\section*{Configurational smoothing of a surface phase boundary: O on the cus sites of RuO$_2$(110)}

A first-principles surface phase diagram is usually drawn as the lower envelope of straight lines $\gamma_i(\mu)$, one for each ordered termination. Where two terminations differ only by the filling of a set of sites, the mixed configurations round off the crossing. I work out by how much, and over what range of $\mu$, for independent sites.

\subsection*{Conventions and premises}

I count one face of area $A$, in equilibrium with bulk RuO$_2$ and with O$_2$ gas at $(T,p)$. Bulk equilibrium fixes $\mu_{\rm Ru}+2\mu_{\rm O}=g_{\rm bulk}$, so that
\begin{equation}
\gamma=\frac{1}{A}\left[G-N_{\rm Ru}\,g_{\rm bulk}-(N_{\rm O}-2N_{\rm Ru})\,\mu_{\rm O}\right].
\label{eq:def}
\end{equation}
The termination with bridging O rows and empty cus (coordinatively unsaturated) Ru sites is stoichiometric, $N_{\rm O}=2N_{\rm Ru}$. Its value $\gamma_0(T)$ therefore does not depend on $\mu_{\rm O}$, and $n=N_{\rm O}-2N_{\rm Ru}$ counts the O atoms on cus sites. I write $\mu$ for the chemical potential per O \emph{atom}, measured from half the energy of an O$_2$ molecule in its vibrational ground level, and $\beta=1/k_BT$. The premises are:
\begin{enumerate}
\item[P1.] There are $N$ equivalent sites, each of area $a=A/N$ and occupation $n_j=0$ or $1$.
\item[P2.] The free energy of a configuration is additive, $G\{n_j\}=G_0+E\sum_j n_j$, with one level $E$ whatever the neighbours do.
\item[P3.] The occupations are in equilibrium with the gas, and the rest of the surface stays as it is.
\end{enumerate}
$E$ has the same zero as $\mu$ and is negative for binding. It is a free-energy level, $E(T)=\epsilon-k_BT\ln(q_1/q_0)$, where $\epsilon$ is the difference of the ground levels and $q_1,q_0$ are the vibrational and electronic partition functions of the filled and the empty site. It depends on $T$ but not on $\mu$. I do not distinguish $G$ from $F$: a thickness change of 1~\AA{} at 1~bar costs $6\times10^{-4}$~meV/\AA$^2$.

\subsection*{Grand partition function}

The surface exchanges O with a reservoir, so $\gamma A$ is the excess grand potential, $\gamma A=\gamma_0A-k_BT\ln\Xi$, where $\Xi$ sums over all $2^N$ occupation patterns. Put $x=\beta(\mu-E)$. By P2 the weight of a pattern is $\prod_j e^{xn_j}$, and a sum of such products over independent indices factorises:
\begin{equation}
\Xi=\sum_{\{n_j\}}\prod_{j=1}^{N}e^{xn_j}=\sum_{n=0}^{N}\binom{N}{n}e^{nx}=\left(1+e^{x}\right)^N .
\end{equation}
Dividing by $A=Na$,
\begin{equation}
\gamma(\mu,T)=\gamma_0-\frac{k_BT}{a}\ln\!\left[1+e^{(\mu-E)/k_BT}\right].
\label{eq:gamma}
\end{equation}
No large-$N$ step entered, so (\ref{eq:gamma}) holds for a cell of any size under P1--P3. The mean coverage is $\theta=N^{-1}\partial\ln\Xi/\partial x$, which is the Gibbs adsorption equation at fixed $T$:
\begin{equation}
\theta=-a\,\frac{\partial\gamma}{\partial\mu}=\frac{1}{1+e^{-x}} .
\label{eq:theta}
\end{equation}

The route at fixed coverage shows where the entropy sits. There are $\binom{N}{\theta N}$ patterns at coverage $\theta$, and Stirling's formula gives, per site and for $N\to\infty$, $s(\theta)=-k_B[\theta\ln\theta+(1-\theta)\ln(1-\theta)]$. Then
\begin{equation}
a\,[\gamma(\theta;\mu)-\gamma_0]=\theta\,(E-\mu)-Ts(\theta).
\label{eq:canon}
\end{equation}
Setting the $\theta$ derivative to zero gives $\ln[\theta/(1-\theta)]=x$, which is (\ref{eq:theta}). The second derivative $k_BT/[\theta(1-\theta)]$ is positive, so this is the only minimum. Inserting $\ln\theta=x+\ln(1-\theta)$ into (\ref{eq:canon}) cancels the term $-\theta x\,k_BT$ and leaves $k_BT\ln(1-\theta)=-k_BT\ln(1+e^x)$, which is (\ref{eq:gamma}) again.

\subsection*{Lowering below the sharp envelope}

Dropping $s$ makes (\ref{eq:canon}) linear in $\theta$, with its minimum at an end point:
\begin{equation}
\gamma_{\rm env}=\min\!\left[\gamma_0,\ \gamma_0-\frac{\mu-E}{a}\right]=\gamma_0-\frac{k_BT}{a}\max(0,x).
\end{equation}
Every ordered structure of intermediate coverage gives a line $\gamma_0-\theta(\mu-E)/a$ through the same crossing at $\mu=E$ and above the envelope elsewhere. Adding such supercells to the diagram therefore cannot reproduce the rounding. It comes from the number of patterns.

For $x>0$, $\ln(1+e^x)=x+\ln(1+e^{-x})$, and for $x<0$ nothing needs to be split off. Both cases together read $\ln(1+e^x)=\max(0,x)+\ln(1+e^{-|x|})$, so
\begin{equation}
\delta\gamma\equiv\gamma_{\rm env}-\gamma=\frac{k_BT}{a}\ln\!\left(1+e^{-|x|}\right)>0 .
\label{eq:low}
\end{equation}
This is even in $x$ and falls monotonically with $|x|$, so its maximum is at the boundary:
\begin{equation}
\delta\gamma_{\max}=\frac{k_BT\ln2}{a}\qquad(\mu=E,\ \theta=\tfrac12).
\end{equation}
There the lowering is pure entropy, $Ts(\tfrac12)/a$, because filling a site costs nothing. Away from the boundary, (\ref{eq:canon}) gives $a\,\delta\gamma=Ts-\min(\theta,1-\theta)\,|\mu-E|$: the entropy gain less the cost of the minority sites. The cusp of $\delta\gamma$ at $x=0$ is the kink of the envelope, since $\gamma$ itself is analytic in $\mu$ for $T>0$. There is no phase transition in this model, only a crossover, and I use ``boundary'' for the point $\theta=\tfrac12$.

Half the peak value is reached where $1+e^{-|x|}=\sqrt2$, that is $|x|=\ln(1+\sqrt2)$, so $\delta\gamma$ has full width $2\ln(1+\sqrt2)\,k_BT=1.76\,k_BT$. Expanding the logarithm in powers of $e^{-|x|}$ and integrating term by term gives the area,
\begin{equation}
\int_{-\infty}^{\infty}\delta\gamma\,d\mu=\frac{2(k_BT)^2}{a}\sum_{m=1}^{\infty}\frac{(-1)^{m+1}}{m^2}=\frac{\pi^2}{6}\frac{(k_BT)^2}{a}.
\end{equation}

\subsection*{Width of the coverage step}

Differentiating (\ref{eq:theta}),
\begin{equation}
\frac{d\theta}{d\mu}=\beta\,\theta(1-\theta)=\frac{\beta}{4\cosh^2(x/2)} .
\end{equation}
This curve has unit area, equals $-a\,\partial^2\gamma/\partial\mu^2$, and replaces the delta function that the kink of the envelope would give. Its peak is $\beta/4$ at $x=0$. Half height requires $\theta(1-\theta)=\tfrac18$, with roots $\theta_\pm=\tfrac12(1\pm1/\sqrt2)=0.854$ and $0.146$. Then
\begin{equation}
x_\pm=\ln\frac{\theta_\pm}{1-\theta_\pm}=\pm\ln\frac{\sqrt2+1}{\sqrt2-1}=\pm2\ln(1+\sqrt2),
\end{equation}
using $(\sqrt2-1)^{-1}=\sqrt2+1$. The full width at half maximum is
\begin{equation}
\Delta\mu_{1/2}=4\ln(1+\sqrt2)\,k_BT=3.53\,k_BT ,
\end{equation}
exactly twice the width of $\delta\gamma$. For later comparison, $\theta$ goes from 0.1 to 0.9 over $2\ln9\;k_BT=4.39\,k_BT$.

These widths are in $\mu$ per O atom. For ideal O$_2$, $\mu(T,p)=\mu^\circ(T)+\tfrac12k_BT\ln(p/p^\circ)$. With $p_c$ the pressure at which $\mu=E$,
\begin{equation}
x=\tfrac12\ln\frac{p}{p_c},\qquad\frac{\theta}{1-\theta}=\sqrt{\frac{p}{p_c}},\qquad p_c=p^\circ e^{2\beta(E-\mu^\circ)},
\end{equation}
which is the dissociative Langmuir isotherm. The full width spans $8\ln(1+\sqrt2)=7.05$ in $\ln p$, or 3.06 decades of pressure at any temperature. That O$_2$ needs two neighbouring free sites to dissociate affects the rate, not this equilibrium.

\subsection*{Range of validity}

\emph{Lateral interactions.} P2 is the weak premise, since the cus sites form rows with short spacing. I can size its failure exactly for a nearest-neighbour energy $V$ along a row with uncoupled rows. $E$ is now the level of an isolated atom. With $z=e^x$ and $w=e^{-\beta V}$, I give each bond the factor $w^{n_jn_{j+1}}$ and half the fugacity weight of each of its two sites. A ring of $N$ sites then has $\Xi={\rm Tr}\,\mathsf T^N$, and for large $N$ the larger eigenvalue dominates:
\begin{equation}
\mathsf T=\begin{pmatrix}1&\sqrt z\\ \sqrt z&zw\end{pmatrix},\qquad
\lambda_+=\tfrac12\left[1+zw+\sqrt{(1-zw)^2+4z}\right],
\end{equation}
and $\gamma=\gamma_0-(k_BT/a)\ln\lambda_+$. For $w=1$ the root is $1+z$ and (\ref{eq:gamma}) returns. With $y=x-\beta V$, so that $zw=e^y$,
\begin{equation}
\lambda_+=e^{y/2}\left[\cosh\tfrac y2+Q\right],\quad Q=\sqrt{\sinh^2\tfrac y2+e^{\beta V}},\quad
\theta=\frac{d\ln\lambda_+}{dy}=\frac12+\frac{\sinh(y/2)}{2Q}.
\label{eq:chain}
\end{equation}
The step is centred at $\mu=E+V$, the level per atom of the full layer. Expanding about that point,
\begin{equation}
\theta=\frac12+\frac{y}{4}\,e^{-\beta V/2}\left[1+\frac{y^2}{24}\left(1-3e^{-\beta V}\right)+\dots\right].
\end{equation}
Two criteria follow. The central slope changes by the factor $e^{-\beta V/2}$, so the independent-site shape holds to about ten per cent only for $|V|\lesssim0.2\,k_BT$. The cubic term turns positive for $V>k_BT\ln3$, where the centre of $d\theta/d\mu$ becomes a minimum between two peaks. Setting $\theta=0.9$ in (\ref{eq:chain}) gives $\sinh(y/2)=\tfrac43e^{\beta V/2}$, so the 0.1 to 0.9 interval is $4k_BT\,{\rm arsinh}(\tfrac43e^{\beta V/2})$. For $V>0$ the sharp diagram also gains a third line, the alternating row $\gamma_0-(\mu-E)/2a$, which is lowest for $E<\mu<E+2V$. The lowering below this envelope rises with slope $\theta/a$ up to $\mu=E$ and then falls because $\theta<\tfrac12$, so it peaks at the corner, at $(k_BT/a)\ln\lambda_+(z=1)$. Attraction sharpens the step, and with coupling in two dimensions it gives a true first-order boundary below a critical temperature, where (\ref{eq:low}) does not apply.

\emph{Other conditions.} The two terminations must share one lattice of sites. A reconstruction that moves substrate atoms collectively is not covered. A spread of levels (steps, defects) convolves $d\theta/d\mu$ with the distribution of $E$ and must be narrow against $3.53\,k_BT$. The occupations must equilibrate within the time of interest. The oxide must be stable over the window in $\mu$. A second independent sublattice adds its own term of the form (\ref{eq:gamma}) and may be left out if its level is many $k_BT$ away. Anything that shifts $E$ without depending on coverage moves the boundary and leaves (\ref{eq:low}) unchanged as a function of $x$.

\subsection*{Numbers at 600 K}

RuO$_2$ is also a conducting electrode oxide in device stacks, where annealing in O$_2$ poses the same question. As inputs I take approximate rutile lattice constants $a_r=4.49$~\AA{} and $c_r=3.11$~\AA. The $(1\times1)$ cell of (110) is $c_r\times\sqrt2a_r=3.11\times6.35$~\AA$^2$ with one cus site, so $a=19.75$~\AA$^2$. With $k_BT=51.70$~meV, $k_BT/a=2.62$~meV/\AA$^2$ and $k_BT\ln2=35.8$~meV:
\begin{equation}
\delta\gamma_{\max}=1.81\ {\rm meV/\AA^2}=0.029\ {\rm J/m^2},\qquad\Delta\mu_{1/2}=0.182\ {\rm eV},
\end{equation}
and the peak of $d\theta/d\mu$ is 4.84~eV$^{-1}$. None of these needs $E$. On the O-rich side:
\begin{center}
\begin{tabular}{cccc}
$x$ & $p/p_c$ & $\theta$ & $\delta\gamma$ (meV/\AA$^2$)\\ \hline
0 & 1 & 0.500 & 1.81\\
1 & 7.4 & 0.731 & 0.82\\
2 & 55 & 0.881 & 0.33\\
3 & 403 & 0.953 & 0.13
\end{tabular}
\end{center}

To place the window I need $\mu^\circ$. For an ideal gas of rigid rotors and harmonic oscillators, with symmetry number 2 and triplet degeneracy 3,
\begin{equation}
\mu^\circ=-\frac{k_BT}{2}\ln\!\left[\frac{k_BT}{p^\circ\Lambda^3}\cdot\frac{T}{2\Theta_r}\cdot\frac{1}{1-e^{-\Theta_v/T}}\cdot3\right],\qquad\Lambda=\frac{h}{\sqrt{2\pi mk_BT}} .
\end{equation}
With $m=32.0$~u, approximate $\Theta_r=2.07$~K and $\Theta_v=2240$~K, and $p^\circ=1$~bar, I get $\Lambda=0.1260$~\AA{} and the factors $4.14\times10^7$, $145$ and $1.024$. The logarithm is 23.64 and $\mu^\circ=-0.611$~eV. I assume $E=-1.0$~eV, a round value typical of semilocal density-functional work on this site. The model then has $\log_{10}(p_c/{\rm bar})=-6.5$, with the half-height points at $-8.1$ and $-5.0$. At 1~bar, $x=7.5$, the vacancy fraction is $5\times10^{-4}$ and $\gamma-\gamma_0=-19.7$~meV/\AA$^2$, on the straight line of the full layer. The window lies above the approximate stability limit of the bulk oxide against Ru metal, $\mu\approx-1.6$~eV. Bridging O is typically bound more than 1~eV deeper than cus O, which keeps its vacancy fraction at the boundary below $4\times10^{-9}$.

The terms left out or left uncertain are not small against 1.81~meV/\AA$^2$. The vibrational part of $E$ matters at the scale of $k_BT\ln2$: the O$_2$ zero-point energy alone is $k_B\Theta_v/4=48$~meV per atom. An assumed uncertainty of 0.2~eV in $E$ moves the O-rich line by 10~meV/\AA$^2$ and $p_c$ by 3.4 decades, more than the width of the step. These shift the boundary without reshaping it, so I trust the value of $p_c$ only to several decades.

The shape is limited by $V$. At 600~K the ten per cent criterion is $|V|\lesssim10$~meV and the splitting sets in at 57~meV, while repulsions of order 0.1~eV between neighbouring cus O atoms are typical of calculated values. For an illustrative $V=0.10$~eV, $\beta V=1.93$, the central slope drops by the factor 0.38, and the 0.1 to 0.9 interval grows from 0.23~eV to $7.87\,k_BT=0.41$~eV, a factor 1.8. At the corner $\mu=E$, $\lambda_+=1.660$ and the lowering below the three-line envelope is $0.507\,k_BT/a=1.33$~meV/\AA$^2$, 27 per cent under the independent-site peak. The values 1.81~meV/\AA$^2$ and 0.182~eV are thus those of the independent-site model. If the repulsion on the real surface is of the typical size, the model gives too narrow a step by up to about a factor of two and too large a peak lowering by about a quarter.